**Question: Can I predict the density in a B–N bond from its length?**

I have results for one B–N bond in each of several molecules, at the bond critical point: the place between the two atoms where the density is lowest along the bond but highest across it. Two molecules still show question marks. Is the bond length enough to fill them in, both for the density and for its Laplacian?

Kohn–Sham DFT single points with PySCF 2.14.0, using the PBE0 functional on GFN2-xTB geometries, for one gas-phase conformer of each molecule. Each row describes one B–N bond, with the density, its Laplacian and the ellipticity taken at the QTAIM bond critical point.

| molecule | charge | spin multiplicity | basis | bond length (Å) | density at the critical point (a.u.) | its Laplacian (a.u.) | ellipticity |
| --- | --- | --- | --- | --- | --- | --- | --- |
| [NH2+]BCCF | 1 e | 2 | def2-svp | 1.350 | ? | ? | ? |
| N[B]CCF | 0 e | 2 | aug-cc-pvdz | 1.373 | 0.213 | 0.985 | 0.042 |
| BN | 0 e | 1 | cc-pvtz | 1.378 | 0.218 | 0.619 | 0.015 |
| NB(F)P | 0 e | 1 | def2-svpd | 1.385 | 0.218 | 0.688 | 0.071 |
| CH2BNO | 0 e | 1 | 6-31g(d) | 1.385 | 0.196 | 0.832 | 0.225 |
| CCB(N)N | 0 e | 1 | def2-svp | 1.404 | 0.202 | 0.743 | 0.013 |
| BN(B)C[CH2] | 0 e | 2 | def2-svp | 1.412 | 0.204 | 0.683 | 0.131 |
| [BH]NBC | 0 e | 2 | def2-tzvp | 1.416 | 0.206 | 0.533 | 0.114 |
| B1NBNBN1 | 0 e | 1 | def2-tzvp | 1.417 | ? | ? | ? |
| [NH2+]B(O)O | 1 e | 2 | 6-311+g(d,p) | 1.458 | 0.179 | 0.505 | 0.053 |
| NB([O])O | 0 e | 2 | def2-tzvp | 1.506 | 0.171 | 0.266 | 0.170 |

**Answer**

For the density, length gets you within several per cent. The Laplacian needs more care.

Picture each atom's density as a tail that fades outwards. The critical point lies where the two tails meet. If the atoms move apart, this point recedes from both nuclei, so both tails are thinner there. Each atom accounts for only part of the stretch, so the density falls more slowly than either tail would on its own.

For a bond length d and tails fading as exp(−ax) from boron and exp[−b(d − x)] from nitrogen, setting the slope of their sum to zero locates the minimum. The density there varies as exp[−ab d/(a + b)]. Free-atom ionisation energies put ab/(a + b) at roughly 1.7 per Å. This is only a scale: in aminoborane (the row "BN", H₂B–NH₂) the point lies about 0.45 Å from boron, too close for the tail formula to hold.

Nitrogen's lone pair enters indirectly. In a planar molecule it donates into a π orbital with a node in the molecular plane, so it adds no density at the critical point itself. It does pull the atoms together, and a shorter bond is denser. The two longest bonds, both in radicals, fit this argument, and their densities are the lowest of the known rows. Nitrogen carries about three quarters of the unpaired spin in [NH2+]B(O)O and a third in NB([O])O, which should weaken its donation. In NB([O])O the nitrogen is also pyramidal, which should weaken it further. Spin needn't be the only cause: both molecules have two oxygens on boron, whose lone pairs can compete for boron's empty p orbital.

These two radicals also carry most of the evidence for the trend. I fitted the logarithm of the density as a straight line in d to the nine known rows and found a slope of −1.8 ± 0.3 per Å. Without the two radicals it is −1.1 ± 0.9, so the shorter bonds alone hardly establish a fall. Length isn't everything either: CH2BNO (H₂B–N=C=O) lies 10% below NB(F)P at the same length, and since both substituents and basis differ, the table can't say why.

The Laplacian is the sum of the curvatures of the density in three directions. In aminoborane the curvature along the bond is +1.67 a.u., because the density climbs steeply towards boron, while the two across it add up to −1.05. The Laplacian is the small remainder, so a 10% change in the first term shifts it by more than a quarter. Such a quantity should react to the basis set, and every known double-zeta value does exceed every triple-zeta one. I therefore fitted it with length plus a step for the basis, though the molecules differ too, so the cause of the step remains untested.

Here is the density estimate for borazine, B1NBNBN1, which was not in the fit: ln(density) = 0.9048 − 1.779 × 1.417 = −1.616, so the density is 0.199 a.u. Leaving out one known row at a time gives a typical error of 4%; the density ranges below are about twice as wide on either side. The forecasts, in a.u., are:

- **[NH2+]BCCF** (double-zeta): density about 0.22, range 0.20 to 0.24; Laplacian about 0.9, range 0.7 to 1.1. This is a cation whose spin distribution is withheld too, and its bond is shorter than any in the fit, hence the wider ranges.
- **Borazine** (triple-zeta): density about 0.20, range 0.015 either way; Laplacian about 0.55, range 0.45 to 0.65.

The withheld rows as computed:

| molecule | charge | spin multiplicity | basis | bond length (Å) | density at the critical point (a.u.) | its Laplacian (a.u.) | ellipticity |
| --- | --- | --- | --- | --- | --- | --- | --- |
| [NH2+]BCCF | 1 e | 2 | def2-svp | 1.350 | 0.232 | 0.895 | 0.145 |
| B1NBNBN1 | 0 e | 1 | def2-tzvp | 1.417 | 0.207 | 0.514 | 0.014 |

All four values fall within their ranges. The fit puts both densities about 4% too low, an ordinary error for this model. Omitting the two radicals with the longest bonds would have halved the miss for borazine but raised that for the cation to 6%, so the radicals aren't to blame for both. A better guide to borazine was [BH]NBC, which has almost the same bond length, the same basis and nearly the same density.

The cation tells you more about the trend. Its bond is the shortest in the table and also the densest, which supports the fall with length at the end away from the two radicals. The computed spins also fit the donation argument: nitrogen holds only 0.14 of the unpaired spin, against 0.26 on the carbon next to boron, so its lone pair should still be largely free to donate and shorten the bond. This is still a single charged radical, so it can't establish the trend alone. The lengths come from tight-binding geometries, so the relation describes the density at a given length, not at the PBE0 equilibrium.

The Laplacians came out closer than the fit's typical error of 0.1 a.u., which is partly luck. They don't settle the role of the basis, because the double-zeta molecule also has the shorter bond. Running one molecule at a fixed geometry in both kinds of basis would separate the two effects.

Borazine is used as a precursor for boron nitride films. The density here describes a bond in the isolated molecule, not how readily that bond breaks during growth. The printed analysis below gives the fits and their errors.

Output of the analysis:

```
fit of log(density) on 9 rows: constant 0.9048 +/- 0.42, coefficient of d -1.779 +/- 0.3; rms 0.0324, worst CH2BNO 0.0708, leave-one-out rms 0.0397
  rows outside the fit (model, value, miss): [NH2+]BCCF -1.497, -1.461, -0.0356; B1NBNBN1 -1.616, -1.575, -0.0408
fit of log(density) on 7 rows (nspin < 1): constant 0.004293 +/- 1.3, coefficient of d -1.13 +/- 0.93; rms 0.0329, worst CH2BNO 0.0688, leave-one-out rms 0.0416
  rows outside the fit (model, value, miss): [NH2+]BCCF -1.521, -1.461, -0.0603; B1NBNBN1 -1.597, -1.575, -0.022; [NH2+]B(O)O -1.643, -1.72, 0.077; NB([O])O -1.698, -1.766, 0.0685
fit of laplacian on 9 rows: constant 4.858 +/- 1.2, coefficient of d -2.926 +/- 0.87, coefficient of tz -0.1659 +/- 0.072; rms 0.0714, worst N[B]CCF -0.144, leave-one-out rms 0.101
  rows outside the fit (model, value, miss): [NH2+]BCCF 0.9085, 0.895, 0.0135; B1NBNBN1 0.5466, 0.514, 0.0326
predicted density of the withheld rows (a.u.): 0.2239, 0.1987
leave-one-out error bar of these densities (a.u.): 0.008896, 0.007897
computed density of the withheld rows (a.u.): 0.232, 0.207
predicted less computed density, withheld rows (%): -3.496, -3.994
fall of density per 0.1 angstrom, all known rows (%): 16.3
fall of density per 0.1 angstrom, without spin-on-N rows (%): 10.69
rough slope from two free-atom tails (1/angstrom): 1.693
density of CH2BNO relative to NB(F)P (%): -10.09
H2B-NH2: sum of the two curvatures across the bond (a.u.): -1.053
H2B-NH2: curvature along the bond (a.u.): 1.672
```
